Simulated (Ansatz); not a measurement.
Ligand exchange: C3H7FSn + In(CH3)2(NH2) → C3H9NSn + In(CH3)2F

Gas-phase species: C3H7FSn `C[CH](C)[Sn][F]`, singlet; In(CH3)2(NH2), singlet; C3H9NSn `C[CH](C)[Sn][NH2]`, singlet; In(CH3)2F, singlet. The partners trade F for NH2: Sn–F and In–NH2 bonds give way to Sn–NH2 and In–F.

Shapes, held fixed at every level: PBE0-D4/def2-TZVP. Flexible molecules stand in one conformer, not always the lowest. Programs: Ansatz 0.2.0. The zero-point and thermal change to 298 K, harmonic and unscaled (PBE0-D4/def2-TZVP), is +1.2 kJ/mol.

```tsv
level	kind	ΔH(298 K) (kJ/mol)	less CCSD(T)/def2-TZVPP
PBE-D4/def2-TZVPP	GGA	-14.0	-2.1
r2SCAN-D4/def2-TZVPP	meta-GGA	-14.7	-2.8
BHLYP-D4/def2-TZVPP	global hybrid	-10.4	+1.5
PBE0-D4/def2-TZVPP	global hybrid	-12.0	-0.1
wB97X-V/def2-TZVPP	range-separated hybrid	-7.6	+4.3
MP2/def2-SVP	perturbation theory	-19.2	-7.3
MP2/def2-TZVPP	perturbation theory	-12.5	-0.6
CCSD(T)/def2-TZVPP	coupled cluster or CI	-11.9	0.0
```

The highest level, CCSD(T)/def2-TZVPP, gives ΔH(298 K) = -11.9 kJ/mol; the levels span -19.2 to -7.6. The column of differences is taken from that level and isn't an error. No measured value is set beside it here. For atoms past krypton def2 sets carry core potentials with scalar relativity. Outer-core shells of In, Sn are correlated, in sets that cover them unevenly.

Every level makes the exchange exothermic, so in these isolated monomers fluoride prefers dimethylindium and amide prefers the stannylene. The preference is modest, -11.9 kJ/mol at the coupled-cluster level, because one polar bond of each kind is lost and gained at each metal. It probably reflects two effects that the reaction energy alone can't separate: fluoride gains most from the strongly polar bond to the more electropositive indium, while amide, the better π donor, can feed its lone pair into the empty 5p orbital of divalent tin. Indium(III) also has a vacant p orbital, so the second effect depends on a difference in acceptor strength.

MP2 moves from -19.2 to -12.5 kJ/mol on going from the double- to the triple-zeta basis, ending close to coupled cluster. The outlying small-basis value therefore owes more to an unbalanced description of the fluoride and amide bonds than to missing higher-order correlation. The preference needn't carry over to condensed phases, where fluoride and amide bridges can stabilise either side.
